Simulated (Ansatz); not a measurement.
**Redistribution: C2HBr2F + CHBrF2 → C2H2BrF + CBr2F2**

Species: C2HBr2F `F/C(Br)=C/Br`, singlet; CHBrF2 (bromodifluoromethane) `FC(F)Br`, singlet; C2H2BrF `C=C(F)Br`, singlet; CBr2F2 (dibromodifluoromethane) `FC(F)(Br)Br`, singlet. The partners trade Br for H; both sit on C, so the bond types are kept.

Shapes, held fixed at every level: PBE0-D4/def2-TZVP. Programs: Ansatz 0.2.0. Electronic energies: no zero-point or thermal term.

(1) Estimate ΔE of this reaction.

## Answers

(1) The highest level, CCSD(T)/def2-TZVPP, gives ΔE = +11.8 kJ/mol; the levels span +5.1 to +13.1. The column of differences is taken from that level and isn't an error. No measured value is set beside it here. Relativity is left out for Br. Outer-core shells of Br are correlated in most correlated rows, in sets that cover them unevenly.

```
             level                    kind  ΔE (kJ/mol)  less CCSD(T)/def2-TZVPP
 PBE-D4/def2-TZVPP                     GGA         +5.8                     -6.0
PBE0-D4/def2-TZVPP           global hybrid         +9.6                     -2.2
wB97M-V/def2-TZVPP  range-separated hybrid         +5.1                     -6.7
wB97X-V/def2-TZVPP  range-separated hybrid         +7.5                     -4.3
    MP2/def2-TZVPP     perturbation theory        +13.1                     +1.3
   CCSD/def2-TZVPP   coupled cluster or CI        +13.0                     +1.2
CCSD(T)/def2-TZVPP   coupled cluster or CI        +11.8                      0.0
```

Every level makes the exchange endothermic, so the electronic energy favours keeping bromine on the alkene and hydrogen on the difluoromethyl carbon. The likely reason is a balance of substituent effects. The vinylic C–Br bond gains from its sp2 carbon and from some donation of the bromine lone pair into the π system, whereas in CBr2F2 the second bromine joins an already electron-poor carbon and meets its bulky neighbour in a geminal position. Relief of the contact between the cis bromines in the starting alkene should work the other way, which probably helps to keep the net energy small.

The sign is therefore firmer than the size. All four functionals fall below CCSD(T), while MP2 and CCSD lie slightly above it, and the triples lower the CCSD value only from +13.0 to +11.8 kJ/mol. Hybrid character alone doesn't order the functionals: PBE0 comes closest, but wB97M-V deviates more than PBE. The result can't be carried over to the trans-dibromo isomer, where the cis Br···Br contact is absent.
